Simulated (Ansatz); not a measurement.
Ionic part of the dielectric constant of BN at 22 GPa, mode by mode

The calculation used Ansatz, DFT LDA, scalar-relativistic, plane waves, PAW. Settings: 420 eV plane-wave cutoff, Γ-centred 12×12×6 mesh, fixed occupations. No spin polarisation. Phonons by linear response, acoustic sum rule imposed.

Symmetry: P6_3/mmc, No. 194, hexagonal system. Conventional cell: a = 2.458 Å, b = 2.458 Å, c = 5.171 Å, α = 90.00°, β = 90.00°, γ = 120.00°. Around B (site symmetry -6m2) lie 3 N at 1.42 Å. Around N (site symmetry -6m2) lie 3 B at 1.42 Å.

The crystal is built of layers and no dispersion correction was added, so the binding between them is poorly described, and with it their spacing and whatever depends on it.

The primitive cell has V = 27.05 Å³ and ε∞,xx = 5.587. Each polar mode adds Δε = (4.92064×10⁷/V)·S/ν² along x, with S its oscillator strength in e²/amu, ν in cm⁻¹ and V in Å³.

Task: From these modes, find each Δε and ε0,xx.
```json
{"ν (cm⁻¹)": "1449.4", "S_xx (e²/amu)": "2.417"}
```

Result:
```
ν (cm⁻¹)    Δε
  1449.4  2.09
```

The sum is 2.093, so ε0,xx = 7.68; the run's tensor has 7.68.

Task: Where do the longitudinal modes lie for a wave vector along x?

Result: At 1699 cm⁻¹. The Lyddane–Sachs–Teller product Π(ν_LO/ν_TO)² = 1.37 matches ε0/ε∞ = 1.37.

Cost: 1 run of about 0.79 core-minutes, on Intel Xeon Platinum 8488C (Sapphire Rapids) (shared hosts).

The in-plane static response is mainly electronic: the lattice adds 2.09 to an ε∞,xx of 5.587. All of that comes from one mode at 1449.4 cm⁻¹, in which the boron and nitrogen sublattices move against each other within the layers. Charge transfer towards the more electronegative nitrogen gives this motion a large dipole, but stiff sp² σ bonds between light atoms keep its frequency high. Since the contribution falls with the square of the frequency, the lattice remains hard to polarise despite the strongly polar bonds.

The same dipole produces the macroscopic field that lifts the longitudinal mode to 1699 cm⁻¹, with electronic screening limiting the shift. The Lyddane–Sachs–Teller agreement shows that the calculation is internally consistent, but doesn't test its accuracy, as both sides rest on the same oscillator strength and ε∞. LDA usually overestimates electronic screening, so the true ε∞,xx is probably somewhat lower. A single pressure can't show how far compression changes the balance between the electronic and ionic parts.
